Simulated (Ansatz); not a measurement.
## P: pressure and energy change per atom against volume scale

Results calculated with Ansatz 0.2.0, not measured. Plane-wave DFT, scalar-relativistic PAW made under PBE with cores redone for the functional, no dispersion; the given relaxed cell is scaled uniformly, energy at zero smearing counts from the unscaled cell, pressure at the given Fermi-Dirac smearing is positive in compression.

The cell before it is scaled or strained (space group P6_3/mmc, No. 194):
```
cell vectors (Å)
   2.5980     0.0000     0.0000
  -1.2990     2.2499     0.0000
   0.0000     0.0000     9.5849
atoms (fractions of the cell vectors)
P   0.00000  1.00000  1.00000
P   0.00000  1.00000  0.50000
P   0.33333  0.66667  0.25000
P   0.66667  0.33333  0.75000
```

Settings of every row: spin polarised no; functional LDA; wave cutoff 420 eV; smearing width 0.1 eV; k mesh 18x18x5.

Atom starting moment: 0 on all atoms.

Limits: the cell comes from a prototype or a list of computed structures and needn't be the stable phase.

```csv
row,volume scale,V (Å³/atom),pressure (GPa),energy change per atom (meV)
1,0.88,12.326,16.67,77.18
2,0.92,12.886,9.97,31.45
3,0.96,13.446,4.45,6.98
4,1.04,14.567,-3.84,7.41
5,1.08,15.127,-6.92,26.62
6,1.12,15.687,?,?
```

Question: what pressure and energy change per atom should row 6 give?

Worked fit of pressure. Take u = (V_r/V)^(2/3) − 1 with V_r = 13.446 Å³ an atom, which is twice the finite (Eulerian) strain; such expansions in the strain, on which the Birch-Murnaghan equation of state is built, carry the rest volume and the bulk modulus. The shown rows have u = 0.05969, 0.02877, 0, -0.05198, -0.07553. Least squares give pressure = 4.452 + 180.67 × u + 400.5 × u² GPa; a straight line predicts inner rows, each left out in turn, worse (root mean square 0.82 against 0.019 GPa). The rows lie off it by 0.01, -0.01, 0.00, 0.02, -0.01. The pressure vanishes at u = -0.0262, or V = 13.99 Å³ an atom, and there the bulk modulus at fixed shape and fractions is B = −V dP/dV = (2/3)(1 + u) dP/du = 104 GPa. Letting shape and atoms relax would as a rule lower it, by much in layered, chain or molecular crystals. The withheld row has u = -0.09766, so the fit gives 4.452 + 180.67 × (-0.09766) + 400.5 × (-0.09766)² = -9.37 GPa.

The calculation gave -9.47 GPa. The fit lies 0.10 GPa (1.1 % of the value, 0.38 % of the column's range) above it; its largest miss of a shown row is 0.02 GPa. This row lies beyond the range of the fit.

Worked fit of energy change per atom. Take u = (V_r/V)^(2/3) − 1 with V_r = 13.446 Å³ an atom, which is twice the finite (Eulerian) strain; such expansions in the strain, on which the Birch-Murnaghan equation of state is built, carry the rest volume and the bulk modulus. The shown rows have u = 0.05969, 0.02877, 0, -0.05198, -0.07553. Least squares give energy change per atom = 6.988 + 542.65 × u + 10618.8 × u² meV; a straight line predicts inner rows, each left out in turn, worse (root mean square 22 against 0.082 meV). The rows lie off it by -0.03, 0.06, -0.01, -0.06, 0.04 (root mean square 0.044 meV). Its lowest point lies at u = -0.0256, or V = 13.98 Å³ an atom, and the curvature there gives the bulk modulus at fixed shape and fractions, B = (4/9)(1 + u)² E″(u)/V = 103 GPa. Letting shape and atoms relax would as a rule lower it, by much in layered, chain or molecular crystals. The withheld row has u = -0.09766, so the fit gives 6.988 + 542.65 × (-0.09766) + 10618.8 × (-0.09766)² = 55.27 meV.

The calculation gave 55.56 meV. The fit lies 0.29 meV (0.41 % of the column's range) below it; its largest miss of a shown row is 0.06 meV. This row lies beyond the range of the fit.
